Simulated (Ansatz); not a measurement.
A surface is cut from this relaxed crystal of LaP:

Space group Fm-3m (No. 225). a = 6.071 Å, b = 6.071 Å, c = 6.071 Å, α = 90.00°, β = 90.00°, γ = 90.00°
```
atom  site  symmetry       x       y       z
  La    4b      m-3m  0.5000  0.0000  0.0000
   P    4a      m-3m  0.0000  0.0000  0.0000
```

Miller indices refer to the conventional cell of Fm-3m (No. 225), a = 6.071 Å, b = 6.071 Å, c = 6.071 Å, α = 90.00°, β = 90.00°, γ = 90.00°. The bulk's gap is 0.11 eV.

The (100) slab of 4 planes, 9.1 Å thick with 15 Å of vacuum as cut; outer planes LaP (top) and LaP (bottom).

The calculation used Ansatz, DFT r2SCAN, scalar-relativistic, plane waves, PAW. Settings: cutoff 500 eV, Γ-centred mesh 8×8×1 on the computed 8-atom cell, Gaussian smearing of 0.05 eV; no spin polarisation. The cell repeats along c with a dipole correction in the vacuum.

Results for the relaxed slab:

```
Surface energy (mean of both faces)                : 0.67 J/m²
Gap of the slab on the mesh                        : 0.14 eV
Bulk valence band top under the vacuum level       : 3.86 eV
Bulk conduction band bottom under the vacuum level : 3.76 eV
```

Relaxation lowers the energy by 0.017 J/m² a face; the largest move is 0.083 Å.

```json
{"plane (bottom to top)": "1", "atoms": "LaP", "spacing to next, bulk (Å)": "3.036", "relaxed (Å)": "2.959", "change (%)": "-2.5", "rumpling (Å)": "0.028"}
{"plane (bottom to top)": "2", "atoms": "LaP", "spacing to next, bulk (Å)": "3.036", "relaxed (Å)": "3.051", "change (%)": "+0.5", "rumpling (Å)": "0.009"}
{"plane (bottom to top)": "3", "atoms": "LaP", "spacing to next, bulk (Å)": "3.036", "relaxed (Å)": "2.959", "change (%)": "-2.5", "rumpling (Å)": "0.009"}
{"plane (bottom to top)": "4", "atoms": "LaP", "spacing to next, bulk (Å)": "", "relaxed (Å)": "", "change (%)": "", "rumpling (Å)": "0.028"}
```

Slabs this thin can still miss converged surface energies by a few hundredths of a J/m² and work functions by about a tenth of an eV.

Spin-orbit coupling is left out, which matters for the bands of heavy elements. Empty f levels come out too low without a Hubbard U and can form the conduction band's edge or flat bands above it. Gaps are read on the k points sampled, so a band crossing between them can be missed.

Worked out: the slab's 8 atoms lie 1.532 eV above the same atoms in the bulk. Shared over two faces of 18.43 Å² this is 41.6 meV/Å², and 1 eV/Å² is 16.02 J/m², which gives 0.67 J/m². The cut crosses 2 bonds a cell (neighbours within 10 % of the shortest distances), so each costs 0.77 eV on this count. The top plane, flat in the bulk, buckles with P 0.03 Å above La: the anion outward, the common sense of rumpling on ionic faces.

The (100) face of LaP is cheap to form and stays close to its bulk termination. Each plane holds equal numbers of cations and anions, so the cut leaves no polar charge to compensate, and each surface atom loses only one of its six neighbours. Relaxation recovers just 0.017 J/m² of a 0.67 J/m² surface energy, so the cost lies almost wholly in the lost Madelung and La 5d–P 3p bonding. The 0.77 eV per cut bond is therefore an effective share of both, not a pair bond strength.

The outer spacing shrinks as the surface ions bind more tightly to the plane below, while the large, polarisable phosphide ion sits outward of La in the unbalanced surface field. The shallow valence edge, 3.86 eV below vacuum, fits high-lying P 3p states and suggests a surface that gives up electrons easily to oxidants. The slab's gap is too close to the bulk value to separate confinement from surface-induced shifts. Whether (100) dominates the crystal's shape would require the energies of other facets.
